**Student:** My Sb donor in a 1728-atom cubic Ge cell is not bound. The extra electron is a smeared conduction state, and the level should be near 10 meV.

**Lecturer:** Model the cell. Take one isotropic parabolic valley and the units $\mathrm{Ha}^*=\mathrm{Ha}\,m^*/\epsilon^2$, $a^*=a_0\,\epsilon/m^*$, with $m^*$ in electron masses. Screened ions of charge $+1$ sit on a simple cubic lattice of edge $L$ in a neutralising jellium. The zero of energy is the band edge, with the cell-averaged potential set to zero:

$$H=-\tfrac12\nabla^2-\sum_{\mathbf G\neq0}\frac{4\pi}{L^3G^2}\,e^{i\mathbf G\cdot\mathbf r},\qquad \mathbf G=\frac{2\pi\mathbf n}{L}.$$

This is the potential of the ionised cell. Here $k=0$ means the valley minimum. Estimate the lowest level by hand first.

**Student:** With $\epsilon\approx16$ and $m^*\approx0.2$, $\mathrm{Ha}^*\approx27\text{ eV}\times0.2/16^2\approx21$ meV, call it 20, and $a^*\approx0.5\text{ Å}\times16/0.2=40$ Å. The cell is about 34 Å, smaller than $a^*$, so the electron is nearly uniform and feels the average potential, zero. It gains only by piling up near the ion. The longest waves couple with $1/(\pi L)\approx1/(3L)$ and cost $2\pi^2/L^2\approx20/L^2$. There are six, so

$$E\approx-6\,\frac{1/(9L^2)}{20/L^2}=-\frac1{30}\approx-0.033,$$

or $-0.7$ meV. But $L$ dropped out, which looks wrong. A smaller cell has more ions per volume.

**Lecturer:** The coupling grows as $1/L$, its square as $1/L^2$, and so does the kinetic cost. Now carefully. With $n=|\mathbf n|$, $V_{\mathbf n}=-1/(\pi Ln^2)$ and $T_{\mathbf n}=2\pi^2n^2/L^2$. First order vanishes because $V_0=0$. Second order gives

$$E^{(2)}=-\sum_{\mathbf n\neq0}\frac{V_{\mathbf n}^2}{T_{\mathbf n}}=-\frac{S_6}{2\pi^4},\qquad S_6=\sum_{\mathbf n\neq0}n^{-6}=8.402,$$

so $E\to-0.0431$ for $L\ll a^*$. Each further order brings a factor $V/T\propto L$, so the corrections vanish with $L$. Third order is a sum of products of three negative $V$ over two $T$, so it deepens the level.

For numbers, take $\epsilon=16.2$ (300 K, a compiled value from the Ioffe Institute) and the typical lattice constant 5.66 Å. I chose $m^*=0.2$ so that the isolated binding energy, $\mathrm{Ha}^*/2=10.4$ meV, falls at the roughly 10 meV typical of Sb in Ge. That is a fit and tests nothing. Then $\mathrm{Ha}^*=20.7$ meV and $a^*=42.9$ Å. Your $6\times6\times6$ cell has $L=34.0$ Å $=0.79\,a^*$. The small-cell limit is $-0.89$ meV. Diagonalising $H$ at this $L$ in the 343 plane waves with $|n_i|\le3$, and adding the second-order term of the omitted waves, gives $-0.047\,\mathrm{Ha}^*$, or $-1.0$ meV. That is the model's level.

**Student:** About 1.5 times my estimate. Where did I lose it?

**Lecturer:** In four factors. First, your six waves give exactly $6/(2\pi^4)=0.0308$, so undoing your rounding of $\pi$ multiplies by 0.92. Second, you kept one shell. The (100), (110) and (111) shells contribute 6, 1.5 and 0.296 to $S_6$, and all the rest 0.606, so the full sum multiplies by $8.402/6=1.40$. The terms fall as $n^{-6}$, but their number grows as $n^2\,dn$, so the tail beyond $N$ falls only as $4\pi/(3N^3)$. Those short waves build the cusp at the ion. Third, orders beyond the second multiply by about 1.1 at $L=0.79$. Fourth, $20.7/20=1.04$. The product is $0.92\times1.40\times1.1\times1.04\approx1.5$, mostly from the omitted shells.

**Student:** Then $-1/2$ must come back in a large cell.

**Lecturer:** Slowly. Expand the potential about one ion. Away from the ions $\nabla^2V=-4\pi/L^3$, from the jellium, so

$$V(\mathbf r)=-\frac1r+\frac{\alpha}{L}-\frac{2\pi r^2}{3L^3}+(\text{cubic harmonics},\ l\ge4),$$

where $\alpha=2.837$ is the Madelung constant of the simple cubic lattice in jellium. The cubic harmonics average to zero over a $1s$ state, and $\langle r^2\rangle=3$, so

$$E=-\frac12+\frac{2.837}{L}-\frac{2\pi}{L^3}+\dots\qquad(L\gg a^*).$$

The next power comes from the $r^2$ term in second order. Write $\psi_1=f\psi_{1s}$ for a perturbation $r^2$. Then $f=-r^3/3-r^2$ solves $-\tfrac12f''-f'/r+f'=3-r^2$, and $\langle(r^2-3)f\rangle=-129/4$, which gives $-\tfrac{129}{4}(2\pi/3L^3)^2$. At $L=10$ this is $-0.0001$. Tunnelling to six neighbours lowers the $k=0$ level by roughly $12Le^{-L-1}\approx0.002$, borrowing the H$_2^+$ asymptote. So I quote two figures: $-0.5+0.284-0.006\approx-0.22$. In Ge that cell holds 3.5 million atoms, and more than half of the depth is still missing.

**Student:** I object. A charge $q=1$ has the Makov–Payne energy $-\alpha/2L$. You have $+\alpha/L$, and a neutral donor should have no such term at all.

**Lecturer:** $E$ is an eigenvalue, the empty level in the ionised cell, and not a total energy. Do the bookkeeping. The ionised cell has $E(+)=-\alpha/2L$. In the neutral cell the jellium is gone and the electron also meets its own images. With the same zero-average kernel, the total is the ion term, plus $E$, plus the periodic Hartree energy. For a localised electron, assume the functional cancels the on-site self-repulsion. What remains is the image part of the kernel, $-\alpha/L+2\pi|\mathbf r-\mathbf r'|^2/3L^3$, averaged over two $1s$ densities with $\langle|\mathbf r-\mathbf r'|^2\rangle=6$ and halved:

$$E(0)=-\frac{\alpha}{2L}+\Big(-\frac12+\frac\alpha L-\frac{2\pi}{L^3}\Big)+\Big(-\frac{\alpha}{2L}+\frac{2\pi}{L^3}\Big)=-\frac12 .$$

Neutral spherical atoms that do not overlap do not interact. So $E(0)-E(+)=-\tfrac12+\alpha/2L$. The transition level shifts by half as much as the eigenvalue, and adding $\alpha/2L$ to the charged cell alone repairs it. In that limit you are right.

**Student:** And in my cell?

**Lecturer:** There the electron is almost uniform, so it *is* the jellium. Take a semilocal functional, for which the exchange-correlation cost of a spread-out electron is part of the band edge. The density ripple has components $-2V_{\mathbf n}/T_{\mathbf n}=L/(\pi^3n^4)$, and its Hartree energy is $S_{10}L/(2\pi^7)$ with $S_{10}=\sum_{\mathbf n\neq0}n^{-10}$, only $0.0008$ at $L=0.79$. Hence

$$E(0)=-\frac{\alpha}{2L}-\frac{S_6}{2\pi^4}+O(L),\qquad E(0)-E(+)=-\frac{S_6}{2\pi^4}+O(L).$$

The delocalised neutral cell carries the same Madelung error $-\alpha/2L$ as the ionised one, and it cancels in the raw difference. This holds only in the small-cell limit, and it follows from the total energies, not from the eigenvalue alone. In your cell $\alpha e^2/(8\pi\epsilon_0\epsilon L)=37$ meV. Correct only the charged cell and the level appears 38 meV deep, several times the isolated 10.4 meV. Correct neither, or both, and it appears 1 meV deep. Neither number is the binding energy, because no monopole term can supply the localisation that the cell forbids.

**Student:** How far may I trust 1.0 meV for real Ge?

**Lecturer:** Only as the long-range part of the level. Two neglected effects change it by tens of per cent, and a third exceeds it.

First, the valleys lie at the L points with axes along $\langle111\rangle$ and typical masses $m_t\approx0.082$, $m_l\approx1.59$. In $E^{(2)}$ each wave enters with the mass $[\sin^2\theta/m_t+\cos^2\theta/m_l]^{-1}$, where $\theta$ is its angle to the axis. The (100) shell has $\cos^2\theta=1/3$ and mass 0.12. The $n^{-6}$-weighted mean over three shells is 0.14, not 0.2, which turns $-0.89$ into about $-0.6$ meV. The mass fitted to the isolated donor is the wrong average here.

Second, with mass 0.12 the first shell costs $T=1.09$ eV, well above the 0.66 eV fundamental gap (compiled by Wing 2021), so the band is not parabolic there. A two-band form $E(1+E/E_0)=T$, with $E_0\approx2$ eV typical of the direct gap at L, gives 0.78 eV. That alone would deepen the term by about 40 per cent, and imperfect overlap of the Bloch functions works the other way.

Third, for an even multiple of the cubic cell the four valleys fold onto $\Gamma$ and mix in first order. Valleys differ by $G=2\pi/a$, modulo the reciprocal lattice, and the screened Coulomb element $e^2a^2/(4\pi^2\epsilon_0\epsilon L^3)$ would be 0.2 meV per pair with the static $\epsilon$. But this $G$ reaches the zone boundary, where screening is typically down to $\epsilon\approx4$. The element is then 0.9 meV, and three partners at unit overlap add up to 2.8 meV. The central-cell potential is short-ranged too, so size both together from the isolated donor. Short-range shifts scale with the envelope density at the ion, $1/L^3$ for your nearly uniform electron against $1/\pi$ for the $1s$ state, a ratio $\pi/L^3=6.3$. Isolated Sb typically lies about 0.5 meV below the one-valley level with the true masses, and its singlet–triplet splitting is typically about 0.3 meV. In your cell these become about 3 meV and 2 meV.

So the model's 1.0 meV is too shallow. From these typical values, not from a measurement, expect a level several meV deep in real Ge, roughly 4 meV. That is still small against the 37 meV term, which depends only on $\epsilon$ and $L$, and the neutral cell shares it for as long as the electron fills the cell.